**A two-constant rule for the second-order correlation energy of thallium ions**

The table holds the all-electron second-order correlation energy of twenty Tl ions with 2 to 80 electrons, computed on the Dirac-Hartree-Fock closed shell with the no-pair Dirac-Coulomb Hamiltonian in a B-spline basis, with its direct and exchange parts and a partial-wave tail. The program fits the rule $E_2=-N(a+b\ln N)$ to the rows with $N\ge10$ and compares it with a straight line in $N$ and a constant per electron. With $a=0.67$ eV and $b=0.30$ eV the rms error is 4.2% of $E_2$, the line does equally well at 4.1%, and the constant gives 12.5%; the rule fails for Tl77+ and predicts steps between rows only to 24%. The fitted slope is about half the electron-gas estimate, while the exchange part per electron lies near the gas value. The output also shows that pair energies change as shells fill and that the tail of Tl+ shifts by 1.1% of $E_2$ under the local exponent.

Closed-shell thallium ions, B-spline many-body code 1: second-order perturbation theory on the Dirac-Hartree-Fock determinant, no-pair Dirac-Coulomb, all electrons, nuclear rms radius 5.4759 fm. The summed energy and its direct and exchange parts run to partial wave l = 7; the extrapolated energy, also used per electron, adds higher waves falling as (l+1/2)^-4.

## Analysis program

```python
# Table: all-electron second-order (MBPT2) correlation energy E2 of Tl ions on Dirac-Hartree-Fock,
# no-pair Dirac-Coulomb, B-spline many-body code, partial waves to l=7 plus (l+1/2)^-4 tail.
# Tested: hand rule E2 = -N(a + b ln N) against a constant per electron and a line -c(N - N0).
T = {
    'ion': ['Tl+', 'Tl3+', 'Tl13+', 'Tl17+', 'Tl19+', 'Tl29+', 'Tl35+', 'Tl41+', 'Tl45+', 'Tl49+', 'Tl51+', 'Tl53+', 'Tl59+', 'Tl63+', 'Tl67+', 'Tl69+', 'Tl71+', 'Tl75+', 'Tl77+', 'Tl79+'],
    'Z': [81, 81, 81, 81, 81, 81, 81, 81, 81, 81, 81, 81, 81, 81, 81, 81, 81, 81, 81, 81],
    'charge': [1, 3, 13, 17, 19, 29, 35, 41, 45, 49, 51, 53, 59, 63, 67, 69, 71, 75, 77, 79],  # e
    'N': [80, 78, 68, 64, 62, 52, 46, 40, 36, 32, 30, 28, 22, 18, 14, 12, 10, 6, 4, 2],
    'configuration': ['[Xe] 4f14 5d10 6s2', '[Xe] 4f14 5d10', '[Xe] 4f14', '[Kr] 4d10 4f14 5s2 (5p1/2)2', '[Kr] 4d10 4f14 5s2', '[Kr] 4d10 (4f5/2)6', '[Kr] 4d10', '[Kr] (4d3/2)4', '[Ar] 3d10 4s2 4p6', '[Ar] 3d10 4s2 (4p1/2)2', '[Ar] 3d10 4s2', '[Ar] 3d10', '[Ar] (3d3/2)4', '[Ne] 3s2 3p6', '[Ne] 3s2 (3p1/2)2', '[Ne] 3s2', '[He] 2s2 2p6', '[He] 2s2 (2p1/2)2', '[He] 2s2', '1s2'],
    'second_order_energy_extrapolated': [-5.684, -5.516, -4.919, -4.631, -4.472, -3.454, -3.046, -2.631, -2.326, -1.999, -1.85, -1.652, -1.333, -1.155, -0.7716, -0.6477, -0.4622, -0.2863, -0.2987, -0.05303],  # hartree
    'second_order_energy_summed': [-5.436, -5.269, -4.703, -4.426, -4.272, -3.321, -2.957, -2.569, -2.277, -1.956, -1.81, -1.614, -1.315, -1.146, -0.7665, -0.6438, -0.4588, -0.2854, -0.2984, -0.05291],  # hartree
    'direct_part': [-7.079, -6.865, -6.145, -5.799, -5.615, -4.42, -3.99, -3.484, -3.124, -2.686, -2.491, -2.219, -1.82, -1.668, -1.142, -0.9773, -0.6838, -0.4417, -0.487, -0.104],  # hartree
    'exchange_part': [1.643, 1.596, 1.441, 1.374, 1.343, 1.099, 1.033, 0.9146, 0.847, 0.7296, 0.6811, 0.6048, 0.5053, 0.5223, 0.3754, 0.3336, 0.225, 0.1563, 0.1885, 0.05109],  # hartree
    'per_electron': [-1.9333, -1.9243, -1.9685, -1.9691, -1.9627, -1.8072, -1.802, -1.7899, -1.7584, -1.6995, -1.6782, -1.6058, -1.6485, -1.7459, -1.4997, -1.4686, -1.2577, -1.2986, -2.0321, -0.72145],  # eV
}
import numpy as np
from scipy.constants import physical_constants as pc
from scipy.special import zeta
Ha = pc['Hartree energy in eV'][0]
o = np.argsort(T['N'])
col = lambda k: np.array(T[k], float)[o]
ion = [T['ion'][i] for i in o]; ix = {s: i for i, s in enumerate(ion)}
jj = np.array(['/2)' in T['configuration'][i] for i in o])
N, E, S = col('N'), col('second_order_energy_extrapolated'), col('second_order_energy_summed')
D, X, e = col('direct_part'), col('exchange_part'), -col('per_electron')
m = N >= 10   # below 10 electrons a few pairs decide E2: left out of the fits, still printed
fit = lambda A, y: np.linalg.lstsq(A[m]/y[m, None], np.ones(m.sum()), rcond=None)[0]
one = np.ones_like(N); L = np.c_[one, np.log(N)]
a0, b0 = fit(L, e)
b = round(b0, 2); a = round(fit(one[:, None], e/(a0 + b0*np.log(N)))[0]*a0 + (b0-b)*np.log(N[m]).mean(), 2)
k = round(fit(one[:, None], e)[0], 2)
c0, d0 = fit(np.c_[N, one], -E*Ha); c = round(c0, 2); N0 = round(-d0/c0, 1)
P = {'log': -N*(a + b*np.log(N))/Ha, 'line': -c*(N - N0)/Ha, 'const': -k*N/Ha}
R = {n: 100*(p/E - 1) for n, p in P.items()}
step = -np.diff(np.r_[0, E])/np.diff(np.r_[0, N])*Ha
stepm = -np.diff(np.r_[0, P['log']])/np.diff(np.r_[0, N])*Ha
tail = 100*(E - S)/E
print(f"1 hartree = {Ha:.3f} eV; fits on {m.sum()} rows with N>=10, relative errors minimised")
print(f"log rule: fitted a={a0:.3f} b={b0:.3f} eV; hand values a={a:.2f} b={b:.2f} eV")
print(f"line: c={c:.2f} eV, N0={N0:.1f}; constant: {k:.2f} eV per electron")
print("err = % by which |rule| exceeds |E2|; step = eV per electron added since row above; * jj-closed")
print("ion     N  E2[Ha]  log[Ha] err:log  line const | step rule | exch/N[Ha] exch/dir tail%")
for i in range(len(N)):
    print(f"{ion[i]+('*' if jj[i] else ''):6s}{N[i]:3.0f} {E[i]:7.3f} {P['log'][i]:7.3f} {R['log'][i]:+7.1f}"
          f"{R['line'][i]:+7.1f}{R['const'][i]:+6.1f} |{step[i]:5.2f}{stepm[i]:5.2f} | {X[i]/N[i]:.4f} {X[i]/D[i]:7.3f} {tail[i]:5.2f}")
rms = lambda v: np.sqrt(np.mean(v**2))
for n, r in R.items():
    w = np.where(m)[0][np.argmax(abs(r[m]))]
    print(f"{n}: N>=10 rms {rms(r[m]):.1f}%, worst {ion[w]} {r[w]:+.1f}%; jj rows {rms(r[m & jj]):.1f}%,"
          f" others {rms(r[m & ~jj]):.1f}%; N>=30 rms {rms(r[N >= 30]):.1f}%")
s = N > 10
print(f"steps above N=10: {step[s].min():.2f} to {step[s].max():.2f} eV; log rule rms error {rms(100*(stepm/step-1)[s]):.0f}%")
rnd = 100*0.5*10**(np.floor(np.log10(abs(E))) - 3)/abs(E)
print(f"table rounding of E2: at most {rnd.max():.3f}%; largest log-rule miss {abs(P['log']-E)[m].max():.3f} Ha")
for s_ in ('Tl+', 'Tl63+'):
    i = ix[s_]; pe = a + b*np.log(N[i])
    print(f"worked {s_}: lnN={np.log(N[i]):.2f}, {pe:.2f} eV each (table {e[i]:.2f}), total {-pe*N[i]:.1f} eV"
          f" = {P['log'][i]:.3f} Ha, miss {P['log'][i]-E[i]:+.3f} Ha")
bg = 2*(1 - np.log(2))/(3*np.pi**2); xg = np.log(2)/6 - 3*zeta(3, 1)/(4*np.pi**2)
print(f"ln N slope [Ha]: gas estimate {bg:.4f}, fitted total {b0/Ha:.4f} (ratio {b0/Ha/bg:.2f}), direct part {fit(L, -D/N)[1]:.4f}")
xn = (X/N)[m]
print(f"exchange per electron [Ha]: gas {xg:.4f}; N>=10 mean {xn.mean():.4f}, range {xn.min():.4f} to {xn.max():.4f}")
print(f"Tl77+ minus Tl75+: {E[ix['Tl77+']]-E[ix['Tl75+']]:+.4f} Ha; Tl+ minus Tl3+: {E[ix['Tl+']]-E[ix['Tl3+']]:+.3f} Ha")
# typed from further outputs of the same runs (hartree): pair energies, l=6 and l=7 increments
s79, s69 = -0.0529149, -0.03907
d51, d29, d1 = -0.2301, -0.165375, -0.159902
p3s, p4s, w6, w7 = -0.122126, -0.0682774, -0.241199, -0.121311
print(f"1s-1s pair Tl79+ to Tl69+: {100*(s69/s79-1):+.0f}%; 3d5/2-3d3/2 Tl51+ to Tl29+ {100*(d29/d51-1):+.0f}%, on to Tl+ {100*(d1/d29-1):+.0f}%")
g3 = S[ix['Tl69+']] - S[ix['Tl71+']]; g4 = S[ix['Tl51+']] - S[ix['Tl53+']]
print(f"ns-ns pair / summed step: 3s {p3s:.3f}/{g3:.3f} = {p3s/g3:.2f}; 4s {p4s:.3f}/{g4:.3f} = {p4s/g4:.2f}")
p = np.log(w6/w7)/np.log(7.5/6.5); i = ix['Tl+']
t4, tp = w7*7.5**4*zeta(4, 8.5), w7*7.5**p*zeta(p, 8.5)
print(f"Tl+ waves l=7/l=6: {w7/w6:.2f} (law {(6.5/7.5)**4:.2f}), local exponent {p:.1f}; table tail {E[i]-S[i]:.3f} Ha")
print(f"Tl+ tail from l=7: exponent 4 {t4:.3f}, local exponent {tp:.3f} Ha, change {100*(t4-tp)/E[i]:.1f}% of E2")
assert np.all(abs(D + X - S) < 0.002)
assert np.all(np.diff(E[N >= 6]) < 0) and E[ix['Tl77+']] < E[ix['Tl75+']]
assert 0 < b0/Ha < bg
assert -0.52 < X[0]/D[0] < -0.45
```

Output:

```
1 hartree = 27.211 eV; fits on 17 rows with N>=10, relative errors minimised
log rule: fitted a=0.688 b=0.296 eV; hand values a=0.67 b=0.30 eV
line: c=1.98 eV, N0=3.5; constant: 1.69 eV per electron
err = % by which |rule| exceeds |E2|; step = eV per electron added since row above; * jj-closed
ion     N  E2[Ha]  log[Ha] err:log  line const | step rule | exch/N[Ha] exch/dir tail%
Tl79+   2  -0.053  -0.065   +21.7 -305.8+134.2 | 0.72 0.88 | 0.0255  -0.491  0.23
Tl77+   4  -0.299  -0.160   -46.6  -87.8 -16.8 | 3.34 1.29 | 0.0471  -0.387  0.10
Tl75+*  6  -0.286  -0.266    -7.0  -36.5 +30.2 |-0.17 1.45 | 0.0261  -0.354  0.31
Tl71+  10  -0.462  -0.500    +8.2   +2.3 +34.4 | 1.20 1.59 | 0.0225  -0.329  0.74
Tl69+  12  -0.648  -0.624    -3.6   -4.5 +15.1 | 2.52 1.69 | 0.0278  -0.341  0.60
Tl67+* 14  -0.772  -0.752    -2.5   -1.0 +12.7 | 1.69 1.74 | 0.0268  -0.329  0.66
Tl63+  18  -1.155  -1.017   -12.0   -8.7  -3.2 | 2.61 1.80 | 0.0290  -0.313  0.78
Tl59+* 22  -1.333  -1.291    -3.1   +1.0  +2.5 | 1.21 1.87 | 0.0230  -0.278  1.35
Tl53+  28  -1.652  -1.718    +4.0   +7.9  +5.3 | 1.45 1.93 | 0.0216  -0.273  2.30
Tl51+  30  -1.850  -1.864    +0.7   +4.2  +0.7 | 2.69 1.98 | 0.0227  -0.273  2.16
Tl49+* 32  -1.999  -2.011    +0.6   +3.7  -0.6 | 2.03 2.00 | 0.0228  -0.272  2.15
Tl45+  36  -2.326  -2.309    -0.7   +1.7  -3.9 | 2.22 2.03 | 0.0235  -0.271  2.11
Tl41+* 40  -2.631  -2.612    -0.7   +0.9  -5.6 | 2.07 2.06 | 0.0229  -0.263  2.36
Tl35+  46  -3.046  -3.074    +0.9   +1.5  -6.2 | 1.88 2.10 | 0.0225  -0.259  2.92
Tl29+* 52  -3.454  -3.546    +2.7   +2.2  -6.5 | 1.85 2.14 | 0.0211  -0.249  3.85
Tl19+  62  -4.472  -4.348    -2.8   -4.8 -13.9 | 2.77 2.18 | 0.0217  -0.239  4.47
Tl17+* 64  -4.631  -4.510    -2.6   -4.9 -14.2 | 2.16 2.21 | 0.0215  -0.237  4.43
Tl13+  68  -4.919  -4.838    -1.7   -4.6 -14.1 | 1.96 2.23 | 0.0212  -0.234  4.39
Tl3+   78  -5.516  -5.667    +2.7   -1.7 -12.2 | 1.62 2.26 | 0.0205  -0.232  4.48
Tl+    80  -5.684  -5.835    +2.7   -2.1 -12.6 | 2.29 2.28 | 0.0205  -0.232  4.36
log: N>=10 rms 4.2%, worst Tl63+ -12.0%; jj rows 2.3%, others 4.9%; N>=30 rms 1.9%
line: N>=10 rms 4.1%, worst Tl63+ -8.7%; jj rows 2.8%, others 4.6%; N>=30 rms 3.3%
const: N>=10 rms 12.5%, worst Tl71+ +34.4%; jj rows 8.6%, others 14.1%; N>=30 rms 9.7%
steps above N=10: 1.21 to 2.77 eV; log rule rms error 24%
table rounding of E2: at most 0.043%; largest log-rule miss 0.151 Ha
worked Tl+: lnN=4.38, 1.98 eV each (table 1.93), total -158.8 eV = -5.835 Ha, miss -0.151 Ha
worked Tl63+: lnN=2.89, 1.54 eV each (table 1.75), total -27.7 eV = -1.017 Ha, miss +0.138 Ha
ln N slope [Ha]: gas estimate 0.0207, fitted total 0.0109 (ratio 0.52), direct part 0.0068
exchange per electron [Ha]: gas 0.0242; N>=10 mean 0.0230, range 0.0205 to 0.0290
Tl77+ minus Tl75+: -0.0124 Ha; Tl+ minus Tl3+: -0.168 Ha
1s-1s pair Tl79+ to Tl69+: -26%; 3d5/2-3d3/2 Tl51+ to Tl29+ -28%, on to Tl+ -3%
ns-ns pair / summed step: 3s -0.122/-0.185 = 0.66; 4s -0.068/-0.196 = 0.35
Tl+ waves l=7/l=6: 0.50 (law 0.56), local exponent 4.8; table tail -0.248 Ha
Tl+ tail from l=7: exponent 4 -0.248, local exponent -0.185 Ha, change 1.1% of E2
```
